Question: This is the calculated energy-loss spectrum of boron arsenide, and I have hidden the results of the first two rows.

Energy-loss function of boron arsenide, cell volume stretched by 8 %, from Yambo 5.3.0: linear response in the optical limit on Quantum ESPRESSO PBE states, with a long-range corrected (LRC) kernel, α = −0.5. The runs use PseudoDojo potentials, an 8×8×8 k-mesh, 33 bands, a field along y and a broadening of 0.05 eV, without spin-orbit coupling or a gap correction.

```
row  loss function  loss energy (eV)
  1              ?                 ?
  2              ?                 ?
  3          0.001             2.007
  4          0.003             3.010
  5          0.043             4.114
  6          0.021             5.117
  7          0.137             6.120
  8          0.086             7.124
  9          0.053             8.127
 10          0.068             9.130
 11          0.251            10.130
 12          0.378            11.140
 13          0.221            12.240
 14          0.761            13.240
 15          1.014            14.250
 16          0.936            15.250
 17          1.924            16.250
 18          2.738            17.260
 19          2.517            18.260
 20          1.830            19.360
 21          4.807            20.370
 22          3.303            21.370
 23          2.454            22.370
 24          1.830            23.380
 25          0.380            24.380
 26          0.441            25.380
 27          0.557            26.490
 28          0.424            27.490
 29          0.228            28.490
 30          0.215            29.500
```

The same calculation, linear response on PBE states with a model term for the electron-hole attraction, puts the strongest absorption of light at 3.4 eV, yet the loss function is tiny there and large only near 20 eV. Why do the two spectra look so different? And can the hidden rows be worked out from the others?

Answer: Light and a fast electron ask different questions of the same crystal. Absorption follows Im ε, the imaginary part of the dielectric function ε. The loss function L, which governs how a fast electron gives up energy, is

L = −Im(1/ε) = Im ε / |ε|²

The division by |ε|² is screening: the valence electrons rearrange and weaken the field of the passing charge inside the crystal.

This explains the quiet region around 3.4 eV. Since |ε| is at least as large as Im ε, L can never exceed 1/Im ε. The absorption peak has a height of 94, so the loss there is at most 1/94, or about 0.01. The height depends on the chosen broadening and the k-mesh, but the rule does not: a strong absorber screens its own loss.

Large loss needs a small |ε|, and that occurs where the valence electrons swing together as a plasmon. Eight free electrons per cell, three from boron and five from arsenic, would do so at 19.4 eV. The calculated maximum lies at 20.9 eV, between two rows of the table. Binding of the electrons pushes a plasmon up, but the treatment of the electron-hole interaction can shift it too, and these data do not separate the two.

Now the hidden rows. The known energies climb by 1.017 eV per row on average (a least-squares line that starts from zero at row 1). That puts the hidden rows at 0 and about 1.02 eV, each within 0.1 eV. Both lie below the calculated band gap of 1.27 eV, where the crystal has nothing to excite. Any loss there must come from the artificial broadening η = 0.05 eV, which gives each excitation at higher energy a long, weak tail.

To add up these tails, note that the response of a real crystal has a mirror image at negative frequency, with opposite sign. An excitation at energy E′ therefore contributes at energy E in proportion to

η/(E′ − E)² − η/(E′ + E)² = 4ηEE′/(E′² − E²)²

The loss at E is this expression times L(E′)/π, summed over the spectrum. I used the rows above 3.5 eV and their average spacing. At zero energy the two tails cancel exactly. Close to zero each row counts as L/E′³, so the modest loss at 4.1 eV (0.043/4.1³ ≈ 0.0006) matters as much as the plasmon row (4.807/20.4³ ≈ 0.0006).

Rows 3 and 4 can test this, since neither entered the sum. Both lie above the band gap, but that gap is indirect, and the loss calculated here needs transitions without a change of crystal momentum, which start only at 3.2 eV on this k-mesh. So their loss too must be tail. The sum gives 0.0009 and 0.0019, where the table has 0.001 and 0.003. If the mirror image is left out, the results are 0.0021 and 0.0029, so each version gets one row right. Row 3 is the fairer test, because row 4 lies just below the first direct transitions, which the sum leaves out. How the calculation treats the mirror image is not stated in its output. I keep it in the forecast because a real crystal has it.

Forecast for row 1: loss function 0.000, range 0.000 to 0.001.
Forecast for row 2: loss function about 0.0004, range 0.000 to 0.001.

The lower end is zero because a crystal at rest cannot hand energy to the electron. The upper end is the value of row 3, because the tail grows with energy in either version.

The withheld rows as computed:

```
row  loss function  loss energy (eV)
  1          0.001             0.000
  2          0.001             1.003
```

Both energies are hits, though the first was built into the line. Both loss values fall inside their ranges, but at the upper edge, and both central forecasts are too low. In row 2 the miss is 0.0006, most of which could be rounding, since a printed 0.001 may stand for anything from 0.0005 upwards. Row 1 is the more telling miss. The forecast there was an exact cancellation, and even after rounding the calculated value is not zero.

Is the mirror image simply absent? Its absence would leave a loss of 0.0015 at zero energy, which is about the right size. But the spectrum offers a second test, because the loss at all energies together fixes the static screening:

1 − 1/ε(0) = (2/π) ∫ L(E)/E dE

Summed over the rows above 3.5 eV, the right side is 0.97; odd or even rows alone give 1.04 or 0.91, which shows the error of such coarse sampling. The static ε of 15.6 from the same calculation requires 0.94. Without the mirror image the factor 2 would become 1 and the sum would drop to about 0.49, far outside that scatter. So the mirror image seems to be present in the screening, although its tail fails to cancel at zero energy.

One explanation would reconcile the two findings, though it is a guess made after seeing the result. The broadening may enter the mirror image with the opposite sign, so that the two tails add in Im ε instead of cancelling. The time-ordered response, a form common in many-body theory, behaves in this way. The size can be estimated by placing all the absorption at its 3.4 eV peak:

Im ε(0) ≈ (15.6 − 1) × 0.05/3.4 ≈ 0.21
L(0) ≈ 0.21/15.6² ≈ 0.0009

The estimate is rough, since the absorption is really spread over a range of energies, but anything from 0.0005 to just under 0.0015 would be printed as 0.001, as found. The loss tails used earlier cannot simply be added instead, because with this sign the same η no longer carries over from ε to 1/ε. The agreement makes the guess plausible but does not prove it; a run with half the broadening, printed to more decimals, would show whether the value at zero is a broadening effect, though not which sign is used.

For practical use, the loss in the first two rows should not be read as a sign of defects or of states in the gap. It belongs to the way the spectrum was calculated. The static ε of 15.6 also needs care. For independent electrons the same run gives 10.9, and the rise is expected to come from the model term for the electron-hole attraction, whose strength was set by hand. PBE gaps are usually too small and were not corrected here, so the strong direct absorption of a real crystal is expected at a higher energy. The weaker absorption across the indirect gap, which needs the help of lattice vibrations, is left out here. The cell was also stretched by 8 % in volume, which spreads the electrons out and should lower the plasmon energy by about 4 %. The contrast between the two spectra does not hang on these details: where a material absorbs light strongly, its electrons also screen strongly, and the main energy loss is found higher up, at the plasmon.
